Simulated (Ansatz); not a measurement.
Mg₂O₃: the change of pressure and energy above lowest point with volume per atom

Equation of state of a cubic crystal from periodic Kohn-Sham density functional theory without spin; pressure corrected for the finite basis. The results are calculated, by Ansatz 0.2.0 development build.

Cell of the first row (space group Pn-3m, No. 224):
```
cell vectors (Å)
   4.7435     0.0000     0.0000
   0.0000     4.7435     0.0000
   0.0000     0.0000     4.7435
atoms (fractions of the cell vectors)
Mg  0.25000  0.25000  0.25000
Mg  0.75000  0.75000  0.25000
Mg  0.75000  0.25000  0.75000
Mg  0.25000  0.75000  0.75000
O   0.50000  0.00000  0.00000
O   0.00000  0.50000  0.00000
O   0.00000  0.00000  0.50000
O   0.50000  0.50000  0.00000
O   0.50000  0.00000  0.50000
O   0.00000  0.50000  0.50000
```

Settings of every row: formula Mg2O3; structure type cubic X2O3; functional PBE; spin treatment none; k mesh 23x23x23; occupation method fermi-dirac; occupation width 0.061225619 eV; wave cutoff 420 eV; datasets soft-1 PAW; density cutoff ratio 4.

Limits: a cubic model structure, not a phase known at ambient conditions.

```csv
row,volume per atom (Å³),pressure (GPa),energy above lowest point (meV/atom)
1,10.673,?,?
2,10.9,4.999,6.84
3,11.127,2.368,1.65
4,11.354,-0.006,0
5,11.581,-2.147,1.55
6,11.809,-4.079,5.99
7,12.036,-5.82,13.02
```

Question: what pressure and energy above lowest point should row 1 give?

Worked fit of pressure. Take u = (V_r/V)^(2/3) − 1 with V_r = 11.467 Å³ an atom, which is twice the finite (Eulerian) strain; such expansions in the strain, on which the Birch-Murnaghan equation of state is built, carry the rest volume and the bulk modulus. The shown rows have u = 0.03438, 0.02027, 0.00662, -0.00657, -0.0194, -0.03177. Least squares give pressure = −1.0988 + 162.341 × u + 435.34 × u² GPa; a straight line predicts inner rows, each left out in turn, worse (root mean square 0.18 against 0.0044 GPa). The rows lie off it by 0.002, -0.003, -0.001, 0.000, 0.005, -0.003 (root mean square 0.0028 GPa). The pressure vanishes at u = 0.0066, or V = 11.35 Å³ an atom, and there the bulk modulus at fixed shape and fractions is B = −V dP/dV = (2/3)(1 + u) dP/du = 113 GPa. The withheld row has u = 0.049, so the fit gives −1.0988 + 162.341 × (0.049) + 435.34 × (0.049)² = 7.901 GPa.

The calculation gave 7.916 GPa. The fit lies 0.015 GPa (0.11 % of the column's range) below it; its largest miss of a shown row is 0.005 GPa. This row lies beyond the range of the fit.

Worked fit of energy above lowest point. Take u = (V_r/V)^(2/3) − 1 with V_r = 11.467 Å³ an atom, which is twice the finite (Eulerian) strain; such expansions in the strain, on which the Birch-Murnaghan equation of state is built, carry the rest volume and the bulk modulus. The shown rows have u = 0.03438, 0.02027, 0.00662, -0.00657, -0.0194, -0.03177. Least squares give energy above lowest point = 0.392 − 117.55 × u + 8840.7 × u² + 971 × u³ meV/atom; a parabola predicts inner rows, each left out in turn, worse (root mean square 0.013 against 0.0054 meV/atom). All shown rows lie on it to the printed digit. Its lowest point lies at u = 0.0066, or V = 11.35 Å³ an atom, and the curvature there gives the bulk modulus at fixed shape and fractions, B = (4/9)(1 + u)² E″(u)/V = 113 GPa. The withheld row has u = 0.049, so the fit gives 0.392 − 117.55 × (0.049) + 8840.7 × (0.049)² + 971 × (0.049)³ = 15.97 meV/atom.

The calculation gave 15.95 meV/atom. The fit lies 0.02 meV/atom (0.13 % of the column's range) above it; its largest miss of a shown row is 0.00 meV/atom. This row lies beyond the range of the fit.
